**Where the lowest empty states of a SnO slab sit**

The lowest empty states of this slab, taken together, show no strong preference for its surfaces. They spread over all six atomic planes in nearly equal parts, with a shallow dip in the middle. Bonds that run from plane to plane probably let the states travel through the slab, and the even spread is what several standing waves, or one wave with favoured ends, would leave behind.

Ansatz 0.2.0, plane-wave PAW density functional theory with PBE, for a clean SnO(100) slab relaxed with its lower three planes held. The cutoff is 420 eV, the k mesh 16 × 12 × 1 and the Gaussian smearing 0.05 eV, without spin polarization. Shares cover the states from 0 to 0.6 eV above mid-gap, each counted as full, and heights are measured from the top atom.

```tsv
row	plane share	plane formula	plane height (Å)
1	0.173	SnO	-9.662
2	0.170	SnO	-7.761
3	0.145	SnO	-5.860
4	0.150	SnO	-3.891
5	0.185	SnO	-1.888
6	0.177	SnO	-0.015
```

Each row is one atomic plane of the same slab, counted from the bottom. The plane height is measured from the topmost atom, and the plane share is the part of the window's states that sits on that plane. The plane formula is SnO throughout, so no plane stands out by its composition. Zero energy lies in the middle of the band gap and the first empty level is about 0.3 eV above it, so only the upper half of the window holds states. They are the lowest empty states of the slab, and whether they come from the bulk conduction band or from the surfaces has to be judged from their spread.

Two limiting cases frame the result. A state bound to a surface has an energy at which no wave of the same symmetry and the same wave vector along the surface can travel into the crystal, so its weight dies away from plane to plane. If such states ruled the window and died away fast, planes 1 and 6 would lead clearly and the middle would be almost empty. A state that can travel is reflected at both faces and forms a standing wave, as on a string with two ends. A single wave can be uneven, but averaged over many such waves each plane of an N-plane slab holds roughly 1/N of the weight, so doubling the thickness halves the share of a surface plane, whereas a bound state keeps its share there.

The computed shares lie close to the second case. An even split over six planes would put 0.167 on each, and every row is within 15 percent of that. The structure suggests a reason. The bonded Sn–O sheets of the crystal stand upright in this slab, so Sn–O bonds of 2.2 to 2.3 Å link each plane to the next. They offer a path from one face to the other that never leaves a sheet.

The simplest standing wave nevertheless fails. Take six equal planes with hard ends, one orbital on each and coupling only between neighbours, and let j number the planes and m the waves. Wave m then has the share (2/7) sin²(πmj/7) on plane j. The lowest wave is m = 1 if the energy is lowest with neighbouring planes in phase, which was not checked for SnO. It would leave only 0.05 on each end plane and put 0.27 on each middle plane. The calculation has its lowest shares exactly where this wave has its highest.

One way out is that the window holds more than one wave. On plane 3 the first three waves have shares of 0.272, 0.054 and 0.175. Their mean is (0.272 + 0.054 + 0.175)/3 = 0.167, which is the even split. On every other plane the same three numbers return, in this or another order, so the equal mix is flat across the whole slab. The humps of one wave fill the hollows of the others. Equal weights would probably need the three waves to begin at nearly the same energy, because a wave that begins higher is expected to have fewer states in the window.

Another way out needs only one wave. Suppose that the coupling between neighbouring planes lowers the energy by t for each neighbour. An inner plane has two neighbours and gains 2t, while an end plane has one and gains only t. This loss is what drives the lowest wave away from the faces. If the end planes themselves lie lower by t, the loss is made good and the lowest wave becomes flat.

Both routes lead to the same even split, so the shares alone can't tell them apart. Nothing was fitted to the rows, but the equal weights of the first route and the shift of exactly t in the second were chosen because they give an even split, so the agreement is no test of either. The even split misses the six shares by 0.014 (root mean square), against 0.10 for the lowest hard-ended wave. That supports an even spread of the group as a whole, but not one particular origin for it. Resolving the window state by state would decide the matter.

The misses of the even split have a pattern. Planes 3 and 4 lie on average about 12 percent below it, and the other four planes lie above. The dip returns in the next window up, from 0.6 to 0.95 eV, so it is less likely to be an accident of the few levels counted here. An unequal mix could produce it: the second wave is strong on planes 2 and 5 and weak on planes 3 and 4, so a little more of it would hollow out the middle. End planes lowered by slightly more than t would also leave a dip, but the lowest wave of the model would then be a surface state that decays slowly. Either explanation is a guess.

Plane 5 has the highest share, 0.185, against 0.170 on its counterpart, plane 2. The two halves of the slab are not equivalent, because planes 1 to 3 were held at their bulk positions while planes 4 to 6 were allowed to relax. Relaxation may therefore favour plane 5, but there is no run with both halves treated alike to test this. The difference between the two end planes is smaller still and deserves no explanation. The whole window amounts to only about a tenth of one full band, sampled at few points, which is a further reason not to read much into the last digit.

The same slab shows what weight at the surface looks like. Between 0.95 and 1.55 eV each end plane holds 0.27 of the states, and the plane beneath it holds about half as much. The held face and the relaxed face behave alike in this. The factor of one half is not the decay of a single surface state, because that window averages over many states, some of which may run through the slab. The contrast does show that the even spread at the band edge is not forced by the way the states are divided among planes.

Two limits bear on the conclusion. The slab is less than 10 Å thick from its lowest to its highest plane, so a surface state that decays slowly would reach the other face and look almost even. An average over a window can also hide a few surface states if others favour the middle. A thicker slab would test the first point through the 1/N rule. The energies are PBE Kohn–Sham levels, whose gaps are usually too small, so the true band edge probably lies further from mid-gap. Whether a better functional would also change the spread of the states is untested. The run also warns that its exchange–correlation potential is rough where the density is thin, as it is outside the faces, and no reconstruction of the surface was tried. The effect of either on the shares is untested.

If the single states are spread as their average is, an electron placed in one of them would not stay on the outermost plane but would be shared by the whole film. The printed analysis below gives the shares of the lowest standing wave, of the equal mix and of three other energy windows.

The analysis program printed:

```
Share of each plane, computed and from standing waves:
  row  computed  lowest wave alone  equal mix of waves 1 to 3
    1     0.173            0.05379                     0.1667
    2      0.17             0.1746                     0.1667
    3     0.145             0.2716                     0.1667
    4      0.15             0.2716                     0.1667
    5     0.185             0.1746                     0.1667
    6     0.177            0.05379                     0.1667
Share of each plane in other windows:
  row  -0.6 to 0 eV  0.6 to 0.95 eV  0.95 to 1.55 eV
    1        0.1609           0.174           0.2695
    2        0.1598           0.186           0.1434
    3         0.265          0.1267           0.0909
    4         0.231          0.1295           0.0828
    5        0.0966          0.2008           0.1443
    6        0.0867           0.183           0.2691
rms miss of the lowest wave alone (share): 0.1003
rms miss of an even split (share): 0.01438
largest share divided by smallest share: 1.276
mean share of end planes 1 and 6: 0.175
mean share of planes 2 and 5: 0.1775
mean share of middle planes 3 and 4: 0.1475
middle planes relative to an even split (percent): -11.5
share on the held lower half, this window: 0.488
share on the held lower half, filled window -0.6 to 0 eV: 0.5857
window 0.95 to 1.55 eV, plane 2 divided by plane 1: 0.5321
window 0.95 to 1.55 eV, plane 5 divided by plane 6: 0.5362
states in the window as part of one full band of 2 electrons (percent): 10.42
points of the full 16 x 12 mesh that this amounts to: 20
```
